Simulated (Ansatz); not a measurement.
## CH4Si (SMILES [CH][SiH3]): the energy, rung by rung

CH4Si has 6 atoms, charge 0, and is taken as a triplet. SMILES: `[CH][SiH3]`. The shape is that of a GFN2-xTB optimisation.

```xyz
6

C     0.6673   -0.8522    0.7346
Si   -0.2589    0.4043   -0.1786
H     1.1379   -1.8135    0.7310
H    -1.5441   -0.1432   -0.6446
H     0.5114    0.8610   -1.3475
H    -0.5136    1.5436    0.7052
```

Quantity: the energy change with the C1–H3 bond stretched from 1.070 to 1.606 Å, in eV. The values are calculated.

```json
{"level": "USVWN5/STO-3G", "kind": "LDA", "program": "Ansatz", "value (eV)": "2.34", "CPU time (all runs)": "2.1 s"}
{"level": "UBLYP/STO-3G", "kind": "GGA", "program": "Ansatz", "value (eV)": "2.17", "CPU time (all runs)": "3.5 s"}
{"level": "U-r2SCAN0/STO-3G", "kind": "hybrid meta-GGA", "program": "Ansatz", "value (eV)": "?", "CPU time (all runs)": "9.1 s"}
{"level": "UBHLYP/STO-3G", "kind": "global hybrid", "program": "Ansatz", "value (eV)": "?", "CPU time (all runs)": "3.8 s"}
{"level": "UPBE0/STO-3G", "kind": "global hybrid", "program": "Ansatz", "value (eV)": "2.54", "CPU time (all runs)": "3.9 s"}
{"level": "UHSE06/STO-3G", "kind": "range-separated hybrid", "program": "Ansatz", "value (eV)": "2.54", "CPU time (all runs)": "4.9 s"}
{"level": "UCCSD(T)/STO-3G", "kind": "coupled cluster or CI", "program": "Ansatz", "value (eV)": "2.22", "CPU time (all runs)": "0.42 s"}
{"level": "UCCSDTQ/STO-3G", "kind": "coupled cluster or CI", "program": "Ansatz", "value (eV)": "2.21", "CPU time (all runs)": "52 s"}
{"level": "FCI/STO-3G", "kind": "exact in the basis", "program": "Ansatz", "value (eV)": "2.21", "CPU time (all runs)": "7.6 s"}
```

**Question.** Estimate the missing values from the other rows.

**Answer.** As computed at these levels: U-r2SCAN0/STO-3G: 2.64 eV; UBHLYP/STO-3G: 2.71 eV. The first shape isn't each level's own minimum. The values span 2.17 to 2.71 eV. Spin contamination of the reference (⟨S²⟩ at least 0.1 too high) touches UCCSD(T)/STO-3G, UCCSDTQ/STO-3G. All rows use very small basis sets, so even the best lies far from the true value. CPU times are rough (shared hosts, several kinds of processor): they show what a rung costs within a factor of a few.

Stretching the C–H bond of this triplet carbene costs 2.21 eV at full CI, and the hybrids all put the cost higher, up to 2.71 eV with BHLYP. The cleanest comparison is BLYP with BHLYP, where mixing in exact exchange raises the value from 2.17 eV. As the bonding and antibonding C–H orbitals draw together, left-right correlation grows. Semilocal exchange mimics part of it, whereas exact exchange from a single determinant does not, which probably explains the steeper hybrid curves. PBE0 and HSE06 agree at 2.54 eV, which suggests that long-range exchange matters little for so local a distortion.

The coupled-cluster values stay close to full CI, so the partly broken bond is still within reach of a single-reference expansion at this length; that need not hold nearer to dissociation. BLYP's closeness to full CI is no proof of its accuracy, since density functionals include short-range dynamic correlation that a minimal orbital space largely denies to the wavefunction methods.
